Should the exposed (101) face of a lead oxide layer be treated as an insulating skin, or as one that can carry charge along itself? The choice depends on whether levels living on the outer atoms cross the Fermi level, the energy up to which states are filled. In this thin, unreconstructed model slab they do. A few values at special points of the surface zone are enough to sketch where.

Kohn–Sham levels of a relaxed 12-plane PbO (101) slab from Ansatz 0.2.0, with scalar-relativistic PBE-D3(BJ), PAW, a 420 eV plane-wave cutoff and no spin polarisation. The k mesh is 7×4×1, with 0.05 eV Gaussian smearing and a dipole correction. Outer orbital weights are Löwdin weights on the two outer planes of both faces together.

| point label | point a (reciprocal cell vectors) | point b (reciprocal cell vectors) | level b1 from the Fermi level (eV) | outer orbital weight b1 | level b2 from the Fermi level (eV) | outer orbital weight b2 | level a1 from the Fermi level (eV) | outer orbital weight a1 |
| --- | --- | --- | --- | --- | --- | --- | --- | --- |
| X | 0.5000 | 0.0000 | -0.590 | 0.750 | -0.700 | 0.080 | 0.510 | 0.860 |
| between | 0.4167 | 0.0000 | -0.470 | 0.740 | -0.720 | 0.120 | 0.470 | 0.840 |
| between | 0.3333 | 0.0000 | -0.160 | 0.860 | -0.730 | 0.070 | 0.390 | 0.780 |
| between | 0.2500 | 0.0000 | -0.740 | 0.040 | -0.980 | 0.100 | 0.020 | 0.770 |
| between | 0.1667 | 0.0000 | -0.130 | 0.700 | -0.660 | 0.050 | 0.110 | 0.670 |
| between | 0.0833 | 0.0000 | -0.200 | 0.580 | -0.380 | 0.650 | 0.810 | 0.660 |
| G | 0.0000 | 0.0000 | -0.270 | 0.540 | -0.470 | 0.490 | 0.760 | 0.650 |
| between | 0.0000 | 0.0833 | -0.250 | 0.570 | -0.460 | 0.500 | 0.770 | 0.650 |
| between | 0.0000 | 0.1667 | -0.190 | 0.650 | -0.430 | 0.510 | 0.820 | 0.670 |
| between | 0.0000 | 0.2500 | -0.090 | 0.710 | -0.380 | 0.500 | 0.920 | 0.700 |
| between | 0.0000 | 0.3333 | -0.320 | 0.470 | -0.680 | 0.070 | 0.020 | 0.750 |
| between | 0.0000 | 0.4167 | -0.270 | 0.450 | -0.700 | 0.070 | 0.110 | 0.770 |
| Y | 0.0000 | 0.5000 | -0.260 | 0.430 | -0.700 | 0.080 | 0.140 | 0.760 |
| between | 0.0833 | 0.5000 | -0.130 | 0.500 | -0.710 | 0.070 | 0.200 | 0.770 |
| between | 0.1667 | 0.5000 | -0.770 | 0.080 | -0.940 | 0.030 | 0.240 | 0.600 |
| between | 0.2500 | 0.5000 | -0.790 | 0.080 | -1.020 | 0.030 | 0.090 | 0.820 |
| between | 0.3333 | 0.5000 | -0.410 | 0.690 | -0.770 | 0.090 | 0.590 | 0.760 |
| between | 0.4167 | 0.5000 | -0.690 | 0.530 | -0.770 | 0.160 | 0.650 | 0.750 |
| S | 0.5000 | 0.5000 | -0.780 | 0.120 | -0.790 | 0.560 | 0.670 | 0.740 |
| between | 0.4167 | 0.4167 | -0.680 | 0.540 | -0.770 | 0.170 | 0.630 | 0.760 |
| between | 0.3333 | 0.3333 | -0.370 | 0.710 | -0.740 | 0.090 | 0.530 | 0.780 |
| between | 0.2500 | 0.2500 | -0.750 | 0.050 | -0.970 | 0.080 | 0.040 | 0.790 |
| between | 0.1667 | 0.1667 | -0.050 | 0.730 | -0.700 | 0.040 | 0.150 | 0.660 |
| between | 0.0833 | 0.0833 | -0.180 | 0.600 | -0.360 | 0.640 | 0.830 | 0.670 |

The columns b1 and b2 hold the first and second levels below the Fermi level, and a1 the first above it. These are ranks, so one column can switch from one band to another between neighbouring rows. The outer orbital weight sorts them: b1 and b2 levels have either at most 0.17 of it and belong mainly to the inner layers, or at least 0.43 and are rich in surface character. Counted upwards among the levels shown, the first surface-rich level of a row is called the lower level here and the second the upper one.

**Why a few points suffice.** A surface level spreads into a band because orbitals in neighbouring surface cells overlap. At G all cells are in phase, at X neighbours along the first edge have opposite signs, at Y those along the second edge, and at S both. Without overlap the four energies would be equal and the band flat. With overlap between near neighbours only, the phases add up to cosines. The slab's mirror plane and time reversal make the energy the same for $\pm a$ and for $\pm b$, where $a$ and $b$ are the coordinates "point a" and "point b". The simplest such band is fixed by its corner energies:

$$E=uvE_G+(1-u)vE_X+u(1-v)E_Y+(1-u)(1-v)E_S+D\sin^2(2\pi a)$$

Here $u=\cos^2(\pi a)$ and $v=\cos^2(\pi b)$. The last term vanishes at every corner. It is left out for the upper level, while the lower level needs it.

**From X to G.** The upper level falls from 0.51 eV at X to −0.27 eV at G, roughly as a cosine in the rows that list it. The lower level has similar energies at the two ends but rises to 0.02 eV halfway, where the corners alone would put it at −0.53 eV. That one row sets $D=0.55$ eV.

Overlap within a single band is an unlikely origin for this hump. The second neighbour along the short edge, about 8 Å away, would have to count more than four times as much as the first. More likely, the lower level exchanges character with another level that it meets on the way. The table offers a partner, a third surface-rich level at 0.76 eV at G. A cosine band climbing to it from −0.59 eV at X would pass the halfway point at about 0.09 eV, close to the calculated 0.02 eV. The lower level would follow this climbing band from X until it meets one that descends towards G. The energies don't prove this, so $D$ is best used as a measured height and not as a coupling strength.

**From G to Y.** Here both levels follow the corner cosine to within 0.03 eV. The sudden changes in b1 and a1 beyond $b=0.25$ arise because the upper level passes through the Fermi level and moves from one column to the other. Both levels vary less on this line than between X and G. That is what weaker overlap would give, since the cell edge is about 6.4 Å long in this direction against 4.0 Å in the other.

**From Y to S.** This stretch is the hardest for the lower level. Its highest calculated point, 0.24 eV, comes at $a=0.1667$, whereas the added term always peaks at $a=0.25$. At $a=0.1667$ the estimate is only 0.02 eV, the worst miss for this level. If the hump marks a meeting of two bands, its top need not lie halfway, and a height taken from one line carries over to another only roughly.

**From S to G.** Two rows on this diagonal show the rule at work, and neither supplied any of its constants. For the upper level at $a=b=0.3333$, both $u$ and $v$ are 1/4, so the corners G, X, Y and S count 1, 3, 3 and 9 parts in 16:

$$E=\frac{-0.27+3(0.51)+3(0.14)+9(0.67)}{16}=0.48\ \text{eV}$$

The calculation gives 0.53 eV. For the lower level at $a=b=0.25$ the four corners count equally and the hump has its full height:

$$E=\frac{-0.47-0.59-0.26-0.79}{4}+0.55=0.02\ \text{eV}$$

The calculation gives 0.04 eV. Both values lie within the 0.05 eV smearing of the occupations, so this row shows a level close to the Fermi level but not securely above it.

**How far to trust an estimate.** For the upper level the typical (median) miss is 0.02 eV over the 16 rows tested, but the worst is 0.18 eV. That worst row, at $a=0.1667$ between G and X, is also the only one placed on the wrong side of the Fermi level. In four more rows the upper level lies above the levels shown. They sit at or near the middle of a line, where a rule fixed at the ends is tested hardest, so the median may flatter it. Straight lines between the corners miss by 0.06 eV in a typical row, though their worst miss is somewhat smaller. For the lower level the root-mean-square miss is 0.08 eV over 19 rows. The printed output after this text lists the estimates row by row.

The rule thus serves to find where a crossing is likely, and an estimate within about 0.2 eV of the Fermi level calls for a proper calculation. For the lower level the hump matters more than the choice between cosines and straight lines. With the corners alone, the lower level would seem filled throughout the zone, and the regions where it empties would be overlooked.

**What this means for the face.** The upper level dips to −0.27 eV at G, while the lower one rises to 0.24 eV between Y and S. Electrons that leave the top of the lower band can therefore settle at the bottom of the upper one, and the slab is metallic even though every single row has a space between b1 and a1. That space is no band gap, because the two bands overlap in energy at different points of the zone. The weights add up both faces, so neither level can be assigned to one face, and the two bands may belong to opposite faces.

The engineering conclusion is weaker than the arithmetic. This cut breaks Pb–O bonds and leaves unlike faces, oxygen on one side and lead on the other. Partly filled levels are expected at such a polar cut, and a real surface may rearrange to remove them. The density functional used tends to make gaps too small, which can exaggerate the overlap. Spin–orbit coupling, strong in the 6p shell of lead, is left out and could split these bands between the corners. At the corners themselves time reversal keeps the two branches together, so corner energies alone would not show the splitting.

The same reasoning helps with a neighbouring face. A cut between the layers of this layered oxide breaks no Pb–O bonds, so it lacks the main source of such levels. On a face that does break bonds, a first guess is that the bands are widest along the direction in which the outer atoms repeat at the shortest distance. Corner energies and hump height must be found afresh for each face.

Numerical output:

```
Levels and rules, eV from the Fermi level:
      row  cos2(pi a)  cos2(pi b)  lower level  lower by corners  lower by corners and D  miss lower  upper listed (1 yes)  upper level (only if listed)  upper by corners  miss upper (only if listed)
        X   3.749e-33           1        -0.59             -0.59                   -0.59           0                     1                          0.51              0.51                            0
  between     0.06693           1        -0.47            -0.582                 -0.4446     0.02543                     1                          0.47            0.4578                     -0.01221
  between      0.2501           1        -0.16             -0.56                 -0.1474     0.01261                     1                          0.39            0.3149                     -0.07507
  between         0.5           1         0.02             -0.53                    0.02   1.735e-17                     0                          0.02              0.12                          0.1
  between      0.7499           1        -0.13              -0.5                -0.08741     0.04259                     1                          0.11          -0.07493                      -0.1849
  between      0.9331           1        -0.38            -0.478                 -0.3406     0.03937                     1                          -0.2           -0.2178                     -0.01779
        G           1           1        -0.47             -0.47                   -0.47           0                     1                         -0.27             -0.27                            0
  between           1      0.9331        -0.46           -0.4559                 -0.4559    0.004056                     1                         -0.25           -0.2426                     0.007443
  between           1      0.7499        -0.43           -0.4175                 -0.4175     0.01252                     1                         -0.19           -0.1675                      0.02254
  between           1         0.5        -0.38            -0.365                  -0.365       0.015                     1                         -0.09            -0.065                        0.025
  between           1      0.2501        -0.32           -0.3125                 -0.3125    0.007481                     1                          0.02           0.03746                      0.01746
  between           1     0.06693        -0.27           -0.2741                 -0.2741   -0.004056                     1                          0.11            0.1126                     0.002557
        Y           1   3.749e-33        -0.26             -0.26                   -0.26           0                     1                          0.14              0.14                            0
  between      0.9331   3.749e-33        -0.13           -0.2955                 -0.1581    -0.02808                     1                           0.2            0.1755                     -0.02452
  between      0.7499   3.749e-33         0.24           -0.3925                 0.02005     -0.2199                     0                          0.24            0.2725                      0.03255
  between         0.5   3.749e-33         0.09            -0.525                   0.025      -0.065                     0                          0.09             0.405                        0.315
  between      0.2501   3.749e-33        -0.41           -0.6575                 -0.2449      0.1651                     1                          0.59            0.5375                     -0.05255
  between     0.06693   3.749e-33        -0.69           -0.7545                 -0.6171     0.07288                     1                          0.65            0.6345                     -0.01548
        S   3.749e-33   3.749e-33        -0.79             -0.79                   -0.79           0                     1                          0.67              0.67                            0
  between     0.06693     0.06693        -0.68            -0.743                 -0.6056     0.07443                     1                          0.63            0.6227                    -0.007305
  between      0.2501      0.2501        -0.37           -0.6331                 -0.2205      0.1495                     1                          0.53            0.4818                      -0.0482
  between         0.5         0.5         0.04           -0.5275                  0.0225     -0.0175                     0                          0.04            0.2625                       0.2225
  between      0.7499      0.7499        -0.05           -0.4731                -0.06054    -0.01054                     1                          0.15           0.01197                       -0.138
  between      0.9331      0.9331        -0.36           -0.4658                 -0.3284     0.03159                     1                         -0.18           -0.1915                     -0.01147
Upper level, rows tested outside the corners: 16
Upper level, corner cosine rule, rms miss in eV: 0.06469
Upper level, corner cosine rule, median size of miss in eV: 0.02016
Upper level, corner cosine rule, largest miss in eV: 0.1849
Upper level, straight-line rule, rms miss in eV: 0.0798
Upper level, straight-line rule, median size of miss in eV: 0.06412
Upper level, straight-line rule, largest miss in eV: 0.1401
Lower level, corner rule alone, largest miss in eV: 0.6325
D from the row (0.25, 0) in eV: 0.55
Lower level, rows tested outside the corners and that row: 19
Lower level, corners and D, rms miss in eV: 0.07945
Lower level, corners and D, largest miss in eV: 0.2199
Upper level, tested rows put on the right side of the Fermi level: 15
Lower level, tested rows put on the right side with D: 19
```
